## Problem

A cell of Al₃Cu is computed repeatedly with the same atoms in the same places. Only the number of plane waves that describe its electrons and their density changes. The wave cutoff is the highest kinetic energy of a plane wave in the basis, so a higher cutoff resolves finer detail. The columns headed "less reference" and the largest force change measure each run against one at 600 eV.

Ansatz 0.2.0, scalar-relativistic PBEsol without spin polarization, PAW set soft_2 (made for PBE): distorted 4-atom cell of Al₃Cu, 10×10×4 k mesh, Gaussian smearing of 0.1 eV. The density cutoff is four times the wave cutoff, which is 600 eV in the reference. Energies are taken at zero smearing; pressure is corrected for the finite cutoff and positive in compression.

| wave cutoff | energy less reference (meV per atom) | pressure less reference (GPa) | largest force change (eV/Å) | pressure (GPa) |
| --- | --- | --- | --- | --- |
| 200 eV | 4058.9 | -1.246 | 0.056 | -2.061 |
| 250 eV | 720.9 | 3.542 | 0.113 | 2.727 |
| 300 eV | 92.4 | 0.577 | 0.018 | -0.238 |
| 350 eV | 9.4 | 0.018 | 0.004 | -0.797 |
| 420 eV | 0.9 | 0.001 | 0.000 | -0.814 |

### Question 1. How does the energy error change with the cutoff, and why is it positive in every row?

The error falls at every step, from about 4 eV per atom at 200 eV to about 1 meV per atom at 420 eV. The first step reduces it about sixfold and the step from 300 to 350 eV about tenfold. Such a steep fall is typical of smooth wavefunctions: once the waves are short enough to follow their sharpest features, still shorter waves add very little.

The sign follows from the variational principle. The electrons settle into the lowest energy that the basis allows, and a smaller basis allows fewer shapes, so the energy comes out too high. The argument is strict for the wave basis alone. Here the cutoff for the electron density was raised in step with the wave cutoff, so the table gives the error of both together.

### Question 2. An engineer computes one structure at 300 eV and a competing one at 350 eV. What goes wrong?

If both structures have errors like those in the table, the first is placed too high by 92.4 − 9.4 = 83 meV per atom. Competing alloy phases can differ by less than this. The comparison could therefore name the wrong phase as stable. At one common cutoff much of the error would cancel, because similar atoms carry similar errors.

*Remark on the reasoning.* The cancellation between two phases is argued here, since the table holds only one structure. The next question tests a milder form of it, in which an atom moves slightly.

### Question 3. At 200 eV the energy is wrong by electronvolts, yet no force component changes by more than 0.056 eV/Å. How can both be true?

Consider a simpler system, a single copper atom in a large empty box. At a low cutoff its energy is badly wrong, but it is equally wrong wherever the atom sits. A force is the slope of the energy with position, and a constant error has no slope. The force on the lone atom is therefore zero, as it should be.

The same reasoning carries over to the alloy because plane waves fill the cell evenly and don't travel with the atoms. The computed force is then the slope of the computed energy, error included. At 200 eV the four atoms together carry an error of 16 eV. If the slope held over 0.1 Å, moving one atom that far along an axis would alter this error by at most 0.056 eV/Å × 0.1 Å, or about 6 meV.

The analogy ends where bonding begins. In the alloy the electron cloud of an atom changes with the distance to its neighbours, and its basis error changes a little too. The column of force changes measures this remainder.

### Question 4. The pressure and force errors are smaller at 200 eV than at 250 eV. Is 200 eV the better setting?

No. From 200 to 250 eV the energy error falls almost sixfold, while the pressure error nearly triples in size and the largest force change doubles. The variational principle fixes the sign of an energy error but not the sign of its slope. A slope can pass through zero while the error itself is still large.

The pressure error does change sign between these two rows, from −1.2 to +3.5 GPa. If it varies smoothly, some cutoff in between would give the reference pressure exactly, with an energy still wrong by more than 0.7 eV per atom. The 250 eV run even reverses the physical message. Its positive pressure says that the cell wants to expand, whereas the reference, at about −0.8 GPa, says that it wants to shrink.

*Remark on the reasoning.* A small error in one row doesn't establish convergence. A better sign is that energy, pressure and forces all stop moving as the cutoff rises, which here happens only towards the end of the table.

### Question 5. The pressures in the table have been corrected for the finite cutoff. What does this correction remove, and how large is it?

Return to the atom in its box and enlarge the box while keeping the number of plane waves fixed. The same waves must now cover more space, so they resolve less detail and the energy rises. The box seems to resist expansion although nothing physical holds it together. This false inward pull is known as Pulay stress.

Let U be the energy per atom, V the volume per atom, E the cutoff and N the number of waves. Since N grows as V·E^(3/2), a fixed N means that a cell larger by three per cent has a cutoff lower by about two per cent. With pressure defined as −dU/dV, the difference between the two ways of expanding the cell is

p(fixed N) − p(fixed E) = (2/3)·(E/V)·(dU/dE).

For the step from 200 to 250 eV, take the middle cutoff and the average slope:

dU/dE ≈ (0.7209 − 4.0589) eV / 50 eV ≈ −0.067

(2/3) × (225 eV / 14.78 Å³) × (−0.067) ≈ −0.68 eV/Å³ ≈ −110 GPa.

By this estimate the correction removes a false pull of the order of 100 GPa, and the table shows that errors of a few GPa remain. Between 350 and 420 eV the same estimate still gives a few tenths of a GPa, which matters beside a reference pressure of −0.8 GPa. The printed output after this text lists the estimate for each step.

*Remark on the reasoning.* The estimate has no adjustable parameter, but only its order of magnitude should be believed, because the slope changes strongly within a step. The runs give no uncorrected pressures against which to check it. A slightly imperfect correction could cause the errors left in the table, and so could a basis error that truly depends on volume. These data can't separate the two.

### Question 6. At 350 eV the pressure error is 0.018 GPa. May one quote stresses to 0.02 GPa?

Not for the separate directions. Pressure is the average of three normal stresses, and in this run their errors are +0.029, −0.020 and +0.046 GPa. They partly cancel in the average. Someone who relaxes the shape of the cell needs each stress separately and should allow for errors of about 0.05 GPa.

At 300 eV the three errors are almost equal, near 0.58 GPa each. There the pressure error represents the separate stresses well. Whether an average hides anything can be seen only from its parts.

### Question 7. Which element sets the cutoff, and which digits of the 420 eV row can be trusted?

Copper very probably does. The calculation treats 28 electrons per cell, which fits three from each aluminium atom and 19 from copper, whose 3s and 3p shells are then included along with 3d and 4s. These n = 3 shells lie close to the nucleus. The 3d shell is compact for one that takes part in bonding, because no inner d shell exists from which it must keep apart. Compact clouds need short waves, whereas the outer 3s and 3p electrons of aluminium are spread out and smooth.

With copper replaced by aluminium, a lower cutoff should therefore reach the same accuracy. This is general chemistry and not a result of the table, which doesn't divide the error among the atoms.

At 420 eV the energy is settled to about 1 meV per atom and the pressure to about 0.001 GPa, both relative to the 600 eV run. The force change printed as 0.000 means less than 0.0005 eV/Å. The 420 eV row is also the only one in the table whose run carries no warning of a cutoff below the recommended value.

These digits are safe only against a change of cutoff. The sampling of electron states, the smearing and the density functional, used with atomic datasets made for a different one, are the same in every row and in the reference, so their errors don't show. The pressure of −0.814 GPa also belongs to a cell whose atoms were displaced and whose shape was strained. For that cell it is converged with the cutoff, but it isn't a property of Al₃Cu at rest.

Numerical output:

```
Steps from the row above:
     row  energy error smaller by factor  factor per 50 eV  estimated removed pressure term in GPa
  250 eV                            5.63              5.63                                  -108.6
  300 eV                           7.802             7.802                                  -24.98
  350 eV                            9.83              9.83                                  -3.899
  420 eV                           10.44             5.343                                 -0.3379
Errors of stress and force:
     row  xx in GPa  yy in GPa  zz in GPa  force change in % of largest force
  200 eV     -1.039    -0.7612     -1.939                               6.956
  250 eV      3.745      3.644      3.237                               14.04
  300 eV     0.5844     0.5702     0.5771                               2.236
  350 eV    0.02859   -0.02037    0.04611                              0.4969
  420 eV   -0.00078   0.001933    0.00085                                   0
Energy error of the whole cell at 200 eV, in eV: 16.24
Change of that error if one atom moves 0.1 angstrom at 200 eV, at most along one axis, in meV: 5.6
False energy difference between 300 and 350 eV, in meV per atom: 83
False energy difference between 350 and 420 eV, in meV per atom: 8.5
Size of pressure error, 250 eV over 200 eV, ratio: 2.843
Force change, 250 eV over 200 eV, ratio: 2.018
Pressure of the reference run, in GPa: -0.815
Number of rows with positive pressure: 1
Number of rows with energy error below 1 meV per atom: 1
```
